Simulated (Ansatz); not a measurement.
**Ti2O3: enthalpy under pressure, worked through**

The calculation used Ansatz, DFT r2SCAN, scalar-relativistic, plane waves, PAW. (500 eV cutoff, 12×12×12 k-mesh, Gaussian smearing of 0.10 eV, no spin polarisation)

The relaxed crystal:

```
Ti O
1.0
     2.54719    1.47062    4.58880
    -2.54719    1.47062    4.58880
     0.00000   -2.94125    4.58880
Ti O
4 6
Cartesian
  0.0000 0.0000 11.6203
  0.0000 0.0000 9.0293
  0.0000 0.0000 2.1461
  0.0000 0.0000 4.7371
  -0.9449 -1.4706 5.7360
  1.7460 -0.0830 5.7360
  -0.8012 1.5536 5.7360
  0.9449 1.4706 8.0304
  -1.7460 0.0830 8.0304
  0.8012 -1.5536 8.0304
```

Cell and atoms were relaxed at each target pressure within the start's symmetry (R-3c), at zero temperature; other phases can be more stable under pressure. H = E + PV with P the target; E is the free energy at the smearing used, whose derivative the pressure is, per atom and counted from zero pressure.

```tsv
P (GPa)	V (Å³/atom)	E − E0 (meV)	H − H0 (meV)
0	10.314	0.0	0.0
1	10.270	0.1	64.2
4	10.145	2.1	255.3
12	9.844	16.9	754.2
25	9.440	62.9	1535.9
```

**Question.** Thermodynamics gives dH/dP = V along a relaxed path. Integrate V over P by the trapezoid rule and compare with the computed enthalpies.

**Answer.** With 1 eV/Å³ = 160.22 GPa, each step adds the mean volume times ΔP / 160.22:
| P (GPa) | ∫V dP (meV) | H − H0 (meV) | difference (meV) |
| --- | --- | --- | --- |
| 1 | 64.2 | 64.2 | 0.0 |
| 4 | 255.4 | 255.3 | 0.0 |
| 12 | 754.4 | 754.2 | 0.3 |
| 25 | 1536.8 | 1535.9 | 0.9 |

V(P) curves upward, so the trapezoid rule runs high; integrating a smooth curve through the same points (P as a polynomial of degree 4 in ln V) puts that excess at about 0.8 meV at 25 GPa, against the 0.9 meV found.

**Question.** At 25 GPa, how much of the enthalpy change is stored energy and how much is the PV term?

**Answer.** E rises by 63 meV/atom and PV is 25 × 9.440 / 160.22 = 1473 meV/atom, so PV makes 96 % of ΔH. So between rival structures at high pressure a small difference in volume can outweigh the difference in energy: 1 % of this volume is worth 14.7 meV/atom at this pressure.

**Question.** What bulk modulus do the lowest pressures give?

**Answer.** From the pressures that the runs reached, -0.99 GPa (10.358 Å³) and 1.00 GPa (10.270 Å³), B = −ΔP/Δln V = 1.99 / 0.0085 = 235 GPa, a mean over that range.

Compression from 10.314 to 9.440 Å³/atom costs only 62.9 meV/atom of stored energy because the path starts at an energy minimum: E rises at second order in pressure, while the PV term enters at first order. Each further GPa also removes less volume on average, so the crystal stiffens throughout the range. This is expected of a dense corundum framework, where squeezing the Ti–O octahedra meets steeply rising Pauli repulsion between filled oxygen shells and Ti and O cores.

The bulk modulus of 235 GPa lies somewhat above the measured values for Ti2O3. Forcing the Ti 3d electrons into spin-paired bands probably contributes, since it favours metal–metal bonding over local moments and tends to give a compact, stiff lattice. The single d electron on each Ti(III) can bond across the face shared by two octahedra, but volumes and enthalpies alone don't show whether compression is taken up mainly by these Ti–Ti pairs or by the Ti–O bonds.
